# The $t_{2g}$ shell as an inverted $p$ shell: $j_{\rm eff}$ levels and moments of five octahedral ions

**Conventions.** $\hbar=1$, energies in eV, moments in $\mu_B$. One-electron spin-orbit coupling is $\zeta\,\mathbf L\cdot\mathbf s$ with $\zeta>0$. The Zeeman term is $\mu_B\mathbf B\cdot\mathbf m$ with $\mathbf m=k\mathbf L+2\mathbf s$, where $k$ is the orbital reduction factor. The $e_g$ level lies $\Delta=10Dq$ above $t_{2g}$. Each ion is treated as a site of a Mott insulator with fixed occupation and no intersite exchange. For one electron or one hole the Kanamori interaction gives all six $t_{2g}$ states the same energy, so it drops out.

## Problem 1. Project $\mathbf L$ on $t_{2g}$

**Solution.** With $L_z=-i(x\partial_y-y\partial_x)$,

$$L_z\,(yz)=-i\,zx,\qquad L_z\,(zx)=+i\,yz,\qquad L_z\,(xy)=-i\,(x^2-y^2).$$

The last result is an $e_g$ function and is removed by the projection. For $p$ functions the same operator gives $l_z\,y=-i\,x$ and $l_z\,x=+i\,y$. Label $yz\to x$, $zx\to y$, $xy\to z$. Then $L_z$ sends "$x$" to $-i$"$y$", while $l_z$ sends $x$ to $+iy$. The threefold axis of the octahedron carries the argument to the other components, so

$$P_t\,\mathbf L\,P_t=-\mathbf l,\qquad (l_a)_{bc}=-i\epsilon_{abc},\qquad l=1 .$$

This is the T-P equivalence. The projected components obey $[\tilde L_x,\tilde L_y]=-i\tilde L_z$, so it is $\mathbf l$, and not the projected $\mathbf L$, that is an angular momentum and may be coupled to the spin.

## Problem 2. Levels and states

**Solution.** Inside $t_{2g}$, $H=-\zeta\,\mathbf l\cdot\mathbf s$. With $\mathbf j=\mathbf l+\mathbf s$, $\mathbf l\cdot\mathbf s=\tfrac12[j(j+1)-2-\tfrac34]$ equals $+\tfrac12$ for $j=\tfrac32$ and $-1$ for $j=\tfrac12$:

$$E_{3/2}=-\zeta/2\ \ (\Gamma_8,\ \text{fourfold}),\qquad E_{1/2}=+\zeta\ \ (\Gamma_7,\ \text{twofold}),\qquad D=3\zeta/2 .$$

Use $|{\pm1}\rangle=\mp(|yz\rangle\pm i|zx\rangle)/\sqrt2$ and $|0\rangle=|xy\rangle$. The state $\sqrt{2/3}\,|1\downarrow\rangle-\sqrt{1/3}\,|0\uparrow\rangle$ is, up to an overall sign,

$$|\tfrac12,+\tfrac12\rangle=\big(|xy\uparrow\rangle+|yz\downarrow\rangle+i|zx\downarrow\rangle\big)/\sqrt3 ,$$

with weight $1/3$ on each orbital. The quartet contains $|\tfrac32,\tfrac32\rangle=|1\uparrow\rangle$, which has no $xy$ part, and $|\tfrac32,\tfrac12\rangle=\sqrt{2/3}\,|0\uparrow\rangle+\sqrt{1/3}\,|1\downarrow\rangle$.

A $d^1$ ion has the quartet lowest. A low-spin $d^5$ ion is the filled shell less one electron. Removing the electron $|j,-m\rangle$ leaves $j_z=m$, energy $-E_j$ and moment $-g_j(-m)=g_jm$. The order of the levels inverts, the doublet is lowest, and the $g$ factors are unchanged.

## Problem 3. The $g$ factors

**Solution.** Within $t_{2g}$, $\mathbf m=2\mathbf s-k\mathbf l$. The projection theorem gives $\mathbf l\to a_j\mathbf j$ and $\mathbf s\to(1-a_j)\mathbf j$ with $a_j=[j(j+1)+2-\tfrac34]/[2j(j+1)]$, so $a_{1/2}=\tfrac43$ and $a_{3/2}=\tfrac23$. Then $g_j=2(1-a_j)-ka_j$:

$$g_{1/2}=-\frac{2+4k}{3},\qquad g_{3/2}=\frac{2(1-k)}{3},$$

which are $-2$ and $0$ at $k=1$. In the quartet $\mathbf l$ and $\mathbf s$ are parallel, so the true orbital moment opposes the spin and cancels it. In the doublet they add. The Curie moment $\mu_C=|g_j|\sqrt{j(j+1)}$ is $\sqrt{5/3}\,(1-k)$ for the quartet and $(1+2k)/\sqrt3$ for the doublet. Using the free-electron $g$ factor in place of 2 raises $g_{3/2}$ by only 0.0008.

*Common slip:* inserting $l=1$ in the ordinary Landé formula, which misses the sign of $\mathbf l$ and gives $4/3$ and $2/3$.

## Problem 4. Susceptibility of the isolated ion

**Solution.** Write $m_z=-kj_z+(2+k)s_z$. Only $s_z$ connects the two levels, with $|\langle\tfrac32,\pm\tfrac12|s_z|\tfrac12,\pm\tfrac12\rangle|^2=2/9$. Three sums are needed: $\sum m_z^2=5g_{3/2}^2$ over the quartet, $g_{1/2}^2/2$ over the doublet, and $4(2+k)^2/9$ over the two connected pairs. Each pair contributes $2|m_z|^2/D$ times the difference of populations to the Van Vleck term. With $y=D/k_BT$ and $\mu_{\rm eff}^2\equiv 3k_BT\chi/(N_A\mu_B^2)$,

$$\mu_{\rm eff}^2(d^1)=3\,\frac{5g_{3/2}^2+\tfrac12g_{1/2}^2e^{-y}+V}{4+2e^{-y}},\qquad \mu_{\rm eff}^2(d^5)=3\,\frac{\tfrac12g_{1/2}^2+5g_{3/2}^2e^{-y}+V}{2+4e^{-y}},$$

$$V=\frac{8(2+k)^2}{9}\,\frac{1-e^{-y}}{y}.$$

For $y\to0$ both tend to $3+2k^2$, the uncoupled spin and orbital moments added in quadrature. For $k=1$ and $x=\zeta/k_BT$ the $d^1$ form is Kotani's, $[8+(3x-8)e^{-3x/2}]/[x(2+e^{-3x/2})]$. For $y\gg1$,

$$\mu_{\rm eff}^2(d^1)\simeq\frac{5(1-k)^2}{3}+\frac{2(2+k)^2}{3y},\qquad \mu_{\rm eff}^2(d^5)\simeq\frac{(1+2k)^2}{3}+\frac{4(2+k)^2}{3y}.$$

The $1/y$ terms are proportional to $T$ and represent a temperature-independent $\chi$.

## Problem 5. Compare five ions at 300 K

The values of $\zeta$ are typical, approximate figures for these ions in solids, and the values of $k$ are assumed. All sites are taken as cubic, and $k_BT=0.02585$ eV. The Ti³⁺ row stands for an electron trapped on one Ti site in SrTiO₃, a high-permittivity capacitor oxide.

**Solution, worked for Mo⁵⁺ in Ba₂YMoO₆** ($\zeta=0.09$ eV, $k=0.8$). $D=135$ meV and $y=5.22$. The three terms of the numerator are $0.089$, $0.008$ and $V=1.327$, with sum $1.424$. The denominator is $4.011$, so $\mu_{\rm eff}^2=1.065$ and $\mu_{\rm eff}=1.03$. The Van Vleck term supplies 93 % of $\chi$. Its low-temperature value is $\chi_{VV}=2(2+k)^2N_A\mu_B^2/(9D)=4.2\times10^{-4}$ emu mol⁻¹.

| Ion, host | $\zeta$ (eV) | $k$ | $D$ (meV) | $y$ | lowest $j$ | $g_j$ | $\mu_C$ | $\mu_{\rm eff}$(300 K) | share of $V$ |
|---|---|---|---|---|---|---|---|---|---|
| Ti³⁺ $3d^1$, SrTiO₃ | 0.019 | 0.9 | 28.5 | 1.10 | 3/2 | 0.067 | 0.13 | 1.82 | 88 % |
| Mo⁵⁺ $4d^1$, Ba₂YMoO₆ | 0.09 | 0.8 | 135 | 5.22 | 3/2 | 0.13 | 0.26 | 1.03 | 93 % |
| Re⁶⁺ $5d^1$, Ba₂MgReO₆ | 0.31 | 0.6 | 465 | 18.0 | 3/2 | 0.27 | 0.52 | 0.72 | 48 % |
| Ru³⁺ $4d^5$, α-RuCl₃ | 0.15 | 0.9 | 225 | 8.70 | 1/2 | −1.87 | 1.62 | 1.97 | 33 % |
| Ir⁴⁺ $5d^5$, K₂IrCl₆ | 0.44 | 0.85 | 660 | 25.5 | 1/2 | −1.80 | 1.56 | 1.69 | 15 % |

All entries to the right of $k$ are the model's numbers for these inputs.

**Trends, read from the formulas.**

1. *$\mu_C$ depends on $k$ alone, $V$ mainly on $y$.* Along the $d^1$ rows the assumed $k$ falls with growing covalency and $\mu_C\propto1-k$ rises. At the same time $y$ grows and $V\propto1/y$ falls faster. The two moment columns therefore run in opposite directions, 0.13 to 0.52 against 1.82 to 0.72.
2. *A difference is sensitive to $k$, a sum is not.* $d\ln\mu_C/dk$ is $-1/(1-k)$ for the quartet and $2/(1+2k)$ for the doublet. At $k=0.8$ a change of 0.1 moves the first by 50 % and the second, to first order, by 8 %. The $d^1$ values of $\mu_C$ are good to one figure at best.
3. *The Curie term of a quartet dominates only when cold.* The two terms of the $y\gg1$ form are equal at $k_BT^*=5D(1-k)^2/[2(2+k)^2]$. This is 20 K for the Mo row and $3.2\times10^2$ K for the Re row. For the doublets the Curie term already leads at 300 K.
4. *At $y\approx1$ the $j_{\rm eff}$ labels lose thermal meaning.* The Ti row, at 1.82, is close to its uncoupled limit $\sqrt{3+2k^2}=2.15$ and above the spin-only value $\sqrt3=1.73$.
5. *The quartet moment is bounded.* For $0\le k\le1$, $\mu_C\le\sqrt{5/3}=1.29$. A larger Curie moment cannot come from an undisturbed quartet.

## Problem 6. Size of the neglected $e_g$ admixture for $d^1$

**Solution.** The $e_g$ orbitals with spin form a second $\Gamma_8$, so the doublet stays at $+\zeta$ exactly and the quartet mixes. The matrix element follows from $|\tfrac32,\tfrac32\rangle$, which is the true $m_L=-1$ state with spin up: $\tfrac12L_+s_-$ takes it to $3z^2-r^2$, spin down, with amplitude $\sqrt6/2$. The $\Gamma_8$ block is

$$\begin{pmatrix}-\zeta/2&\sqrt{3/2}\,\zeta\\ \sqrt{3/2}\,\zeta&\Delta\end{pmatrix},$$

whose roots at $\Delta=0$ are the free-ion values $-3\zeta/2$ and $+\zeta$. With $\Delta'=\Delta+\zeta/2$ the quartet drops by $\tfrac32\zeta^2/\Delta'$ and $D$ grows by the fraction $\zeta/\Delta'$.

The moment changes in first order. $L_z$ links only $xy$ with $x^2-y^2$, with magnitude 2, so only $j_z=\pm\tfrac12$ respond. Assume the same $\zeta$ and $k$ for the $t_{2g}$–$e_g$ elements. For $j_z=+\tfrac12$ the cross term is $-2\cdot2k\sqrt{2/3}\cdot\sqrt{3/2}\,\zeta/\Delta'=-4k\zeta/\Delta'$, and in operator form

$$\delta m_z=-\frac{k\zeta}{\Delta'}\,(9j_z-4j_z^3),\qquad \mu_C^2=\frac32\left[(1-k)^2+\Big(\frac{1-k}{3}-\frac{4k\zeta}{\Delta'}\Big)^2\right].$$

Take typical $\Delta$ of 2.3, 4.0 and 4.5 eV.

| | $\zeta/\Delta'$ | $4k\zeta/\Delta'$ | $(1-k)/3$ |
|---|---|---|---|
| Ti³⁺ | 0.008 | 0.030 | 0.033 |
| Mo⁵⁺ | 0.022 | 0.071 | 0.067 |
| Re⁶⁺ | 0.067 | 0.160 | 0.133 |

In the $j_z=\pm\tfrac12$ states the correction is as large as the T-P moment, so the quartet has no single $g$ factor at this level. With these inputs it nearly cancels that moment in all three rows. Those states carry one tenth of $\sum m_z^2$, so $\mu_C$ falls by only 5 % in each case, to 0.49 for Re⁶⁺. At $k=1$ the admixture is the whole moment, $\sqrt{24}\,\zeta/\Delta'=0.11$ for Mo⁵⁺: the zero of $g_{3/2}$ holds only for $\Delta\to\infty$. For $d^5$ the admixed configurations $t_{2g}^4e_g^1$ involve the Coulomb interaction as well. A cubic doublet still has one isotropic $g$, so their effect on it can be absorbed in an effective $k$.

## Problem 7. A tetragonal compression

**Solution.** Add $\delta\,l_z^2$ with $\delta>0$, which leaves $xy$ lowest. In the basis $|0\uparrow\rangle,|1\downarrow\rangle$ the diagonal elements are $0$ and $\delta+\zeta/2$ and the off-diagonal one is $-\zeta/\sqrt2$. The lowest doublet is $\cos\theta|0\uparrow\rangle+\sin\theta|1\downarrow\rangle$ and its partner $\cos\theta|0\downarrow\rangle+\sin\theta|{-1}\uparrow\rangle$, with $\tan2\theta=2\sqrt2\,\zeta/(2\delta+\zeta)$. The diagonal element of $m_z$ and the off-diagonal element of $m_x$, each doubled, give

$$g_\parallel=2\cos^2\theta-2(1+k)\sin^2\theta,\qquad g_\perp=2\cos^2\theta-\sqrt2\,k\sin2\theta .$$

At $\delta\to0$, $\cos^2\theta=2/3$ and these are $g_{3/2}$ and $2g_{3/2}$. For $\delta\gg\zeta$, $g_\perp\simeq2-2k\zeta/\delta$. The powder Curie moment of this doublet alone is $\mu_C^2=(g_\parallel^2+2g_\perp^2)/4$. For one illustrative value, $\delta=0.10$ eV:

| | $\delta/\zeta$ | $\cos^2\theta$ | $g_\parallel$ | $g_\perp$ | $\mu_C$ |
|---|---|---|---|---|---|
| Ti³⁺ | 5.3 | 0.99 | 1.92 | 1.67 | 1.52 |
| Mo⁵⁺ | 1.1 | 0.88 | 1.30 | 1.01 | 0.96 |
| Re⁶⁺ | 0.32 | 0.75 | 0.71 | 0.77 | 0.65 |

These are values of the $t_{2g}$-only model. The $e_g$ admixture lowers $g_\parallel$ by roughly $8k\zeta/\Delta'$, which is 0.06, 0.14 and 0.32, so the Re row shows the trend and no more. The angle $\theta$ depends only on $\delta/\zeta$. The same distortion multiplies the cubic $\mu_C$ by 12 for Ti³⁺, 3.7 for Mo⁵⁺ and 1.3 for Re⁶⁺, because a field that competes with $\zeta$ mixes the $j=\tfrac12$ level into the quartet and undoes the cancellation of spin and orbit.

## Problem 8. How far does the cubic single-ion model describe the hosts?

**Solution.** The figures for the materials in this paragraph are typical knowledge and not measurements. Curie–Weiss fits for Ba₂YMoO₆ typically give about 1.4 to 1.7 $\mu_B$ with a negative Weiss temperature. The model's Curie moment of 0.26 is smaller by a factor of more than five, its 300 K value of 1.03 is low by roughly a quarter to two fifths, and the bound 1.29 shows that no choice of $k$ closes the gap for the Curie part. The crystal is generally described as cubic on average, but the orbitally degenerate quartet is Jahn–Teller active. Dynamic distortions act in the direction found in Problem 7 and reduce both the orbital moment and the effective $\zeta$ (the Ham effect), and exchange between sites is also absent from the model. For Ba₂MgReO₆ a typical Curie moment is about 0.7 $\mu_B$, and the model's 0.49 falls about 30 % short, in the same direction but by much less, as the smaller $\delta/\zeta$ suggests. Trapped-electron Ti³⁺ centres in titanates typically have $g$ near 1.9 to 2.0, so the cubic value 0.067 does not apply to them at all, and their local splitting must exceed the illustrative 0.10 eV. A cubic $d^5$ doublet has only Kramers degeneracy and no Jahn–Teller instability, which makes K₂IrCl₆ the row best suited to the model. α-RuCl₃ is trigonally distorted and typically has a strongly anisotropic susceptibility, which the model's isotropic 1.97 cannot represent.